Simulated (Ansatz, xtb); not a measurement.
# C2H6B: which of two isomers lies lower

We compare X, `B[CH]C`, a doublet, with Y, `[CH2]BC`, a doublet. Both are isolated molecules in the gas phase, relaxed with PBE0-D3(BJ)/def2-SVP; the shapes shown needn't be the lowest conformers.

X (Å):

```yaml
atoms:
  - { symbol: C, position_ang: [-1.2136, -1.1522, -0.2287] }
  - { symbol: C, position_ang: [-0.3840, -1.5260, -1.3981] }
  - { symbol: B, position_ang: [-2.5699, -1.7534, 0.1373] }
  - { symbol: H, position_ang: [-3.0543, -2.6177, -0.5615] }
  - { symbol: H, position_ang: [-3.1656, -1.3738, 1.1199] }
  - { symbol: H, position_ang: [-0.7760, -0.3684, 0.4063] }
  - { symbol: H, position_ang: [-0.1829, -0.6453, -2.0368] }
  - { symbol: H, position_ang: [0.6148, -1.8767, -1.0763] }
  - { symbol: H, position_ang: [-0.8468, -2.3083, -2.0159] }
```

Y (Å):

```yaml
atoms:
  - { symbol: C, position_ang: [-1.1853, -1.9555, 0.5050] }
  - { symbol: C, position_ang: [-1.2549, -1.3268, -2.1519] }
  - { symbol: B, position_ang: [-1.4911, -0.9706, -0.6741] }
  - { symbol: H, position_ang: [-0.7827, -2.9358, 0.2093] }
  - { symbol: H, position_ang: [-2.1023, -2.1162, 1.1006] }
  - { symbol: H, position_ang: [-0.4779, -1.4820, 1.2098] }
  - { symbol: H, position_ang: [-1.9370, 0.1298, -0.4140] }
  - { symbol: H, position_ang: [-0.8550, -2.2975, -2.4725] }
  - { symbol: H, position_ang: [-1.4689, -0.6380, -2.9775] }
```

Energies in hartree; the thermal terms are from PBE0-D3(BJ)/def2-SVP harmonic frequencies (ideal gas, rigid rotor, one conformer each, 298.15 K, 1 atm) and include the zero-point energy:

```
                              X           Y
E, CCSD(T)/def2-SVP  −104.192577  −104.203087
    E, MP2/def2-SVP  −104.133626  −104.145139
  E, MP2/def2-TZVPP  −104.324850  −104.337118
  zero-point energy     0.072205     0.071975
       H(298 K) − E     0.077997     0.078109
       G(298 K) − E     0.045720     0.044783
```

Task: Correct the CCSD(T) difference for the basis set by the MP2 change, then work out ΔE, ΔE₀, ΔH and ΔG for X → Y in kcal/mol (1 Eh = 627.51 kcal/mol) and the equilibrium ratio [Y]/[X].

Result: 1. Differences Y − X: CCSD(T) −0.010510, MP2 in the small set −0.011513, MP2 in the large set −0.012268 Eh.
2. ΔE = −0.010510 + (−0.012268 − (−0.011513)) = −0.011265 Eh = −7.07 kcal/mol.
3. ΔE₀ = ΔE + ΔZPE = −0.011265 + (−0.000230) Eh = −7.21 kcal/mol.
4. ΔH = ΔE + (+0.000112) Eh = −7.00 kcal/mol.
5. ΔG = ΔE + (−0.000937) Eh = −7.66 kcal/mol, so ΔS = (ΔH − ΔG)/T = +9.2 J/(mol K).
6. kT = 0.9442 mEh, so K = [Y]/[X] = exp(−ΔG/kT) = exp(+12.92) ≈ 4.1 × 10^5.

Structure Y is favoured at this temperature. An error of 1 kcal/mol in ΔG would change K by a factor of 5.4. GFN2-xTB gave ΔE the other sign. Mirror images and further conformers aren't counted.

As drawn, Y has 1 C–B, 1 C–H in place of 1 C–C, 1 B–H.

Other levels gave ΔE = +8.8 (GFN2-xTB); −5.5 (HF/STO-3G, GFN2-xTB geometries); −6.4 (r2SCAN-D4/def2-SVP, GFN2-xTB geometries); −6.4 (PBE0-D3(BJ)/def2-SVP); −7.8 (HF/def2-SVP); −7.2 (MP2/def2-SVP); −6.6 (CCSD(T)/def2-SVP) kcal/mol. Open shells are spin-unrestricted. The correlated steps freeze 3 core orbitals. Programs: Ansatz 0.2.0, xtb 6.7.1.

Y, the methylboryl-substituted methyl radical, lies below X, the 1-borylethyl radical, and the preference is almost wholly electronic: ΔH is −7.00 kcal/mol, and entropy adds only a little to it. Both are α-boryl radicals, in which the unpaired electron can delocalise into the formally empty boron p orbital, so that stabilisation largely cancels. What differs is the position of the methyl group. In Y it sits on the electron-deficient boron, where σ donation and C–H hyperconjugation into the p orbital are effective; in X it stabilises a carbon radical centre that boron already relieves. This suggests that the gain at boron, together with the exchange of C–C and B–H bonds for C–B and C–H bonds, outweighs the usual advantage of a secondary radical. Hartree–Fock already gives the same order, so correlation adjusts the gap rather than creating it; the opposite sign from GFN2-xTB probably reflects its approximate parametrised treatment of these bonds. The ratio describes equilibrium only, and says nothing about whether the skeletal rearrangement linking the isomers is fast enough to reach it.
